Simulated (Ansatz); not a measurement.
Ligand exchange: C3H7I + AlH(CH3)(OH) → C3H8O + AlH(CH3)I

Species: C3H7I (1-iodopropane) `CCCI`, singlet; AlH(CH3)(OH), singlet; C3H8O (1-propanol) `CCCO`, singlet; AlH(CH3)I, singlet. The partners trade I for OH: C–I and Al–OH bonds give way to C–OH and Al–I.

Shapes, held fixed at every level: PBE0-D4/def2-TZVP. Flexible molecules stand in one conformer, not always the lowest. Programs: Ansatz 0.2.0. Electronic energies: no zero-point or thermal term.

(1) Estimate ΔE of this reaction.

Answers

(1) The highest level, CCSD(T)/def2-TZVPP, gives ΔE = +29.3 kJ/mol; the levels span +3.4 to +35.8. The column of differences is taken from that level and isn't an error. No measured value is set beside it here. For atoms past krypton def2 sets carry core potentials with scalar relativity. Correlated rows may include outer-core shells of I, which these sets cover unevenly.

```json
{"level": "HF/def2-TZVPP", "kind": "Hartree–Fock", "ΔE (kJ/mol)": "+3.4", "less CCSD(T)/def2-TZVPP": "-25.9"}
{"level": "PBE0-D4/def2-TZVPP", "kind": "global hybrid", "ΔE (kJ/mol)": "+16.1", "less CCSD(T)/def2-TZVPP": "-13.2"}
{"level": "wB97M-V/def2-TZVPP", "kind": "range-separated hybrid", "ΔE (kJ/mol)": "+23.8", "less CCSD(T)/def2-TZVPP": "-5.5"}
{"level": "B2PLYP/def2-TZVPP", "kind": "double hybrid", "ΔE (kJ/mol)": "+29.2", "less CCSD(T)/def2-TZVPP": "-0.1"}
{"level": "MP2/def2-TZVPP", "kind": "perturbation theory", "ΔE (kJ/mol)": "+35.8", "less CCSD(T)/def2-TZVPP": "+6.5"}
{"level": "CCSD/def2-TZVPP", "kind": "coupled cluster or CI", "ΔE (kJ/mol)": "+25.9", "less CCSD(T)/def2-TZVPP": "-3.4"}
{"level": "CCSD(T)/def2-TZVPP", "kind": "coupled cluster or CI", "ΔE (kJ/mol)": "+29.3", "less CCSD(T)/def2-TZVPP": "0.0"}
```

Exchanging iodide for hydroxide at aluminium is uphill in electronic energy at every level, by +29.3 kJ/mol with CCSD(T), so the hydroxide stays on aluminium and the iodide on carbon. Oxygen binds more strongly than iodine to both centres, but the preference is larger at aluminium. The electropositive metal makes the Al–O bond short and strongly polar, and oxygen lone pairs can donate into the formally empty p orbital of three-coordinate aluminium. Iodine, larger and softer, does both less well. The gain from replacing a weak C–I bond by C–O offsets much of this loss, which keeps the net energy modest.

Electron correlation supplies most of the endothermicity: Hartree–Fock gives only +3.4 kJ/mol, MP2 overshoots, and CCSD recovers most of the correction before triples add the rest, probably because correlation stabilises the Al–OH and C–I pairing more than the exchanged one. The result applies to isolated monomers; association through bridging hydroxide or iodide, common for such aluminium compounds, could shift the balance.
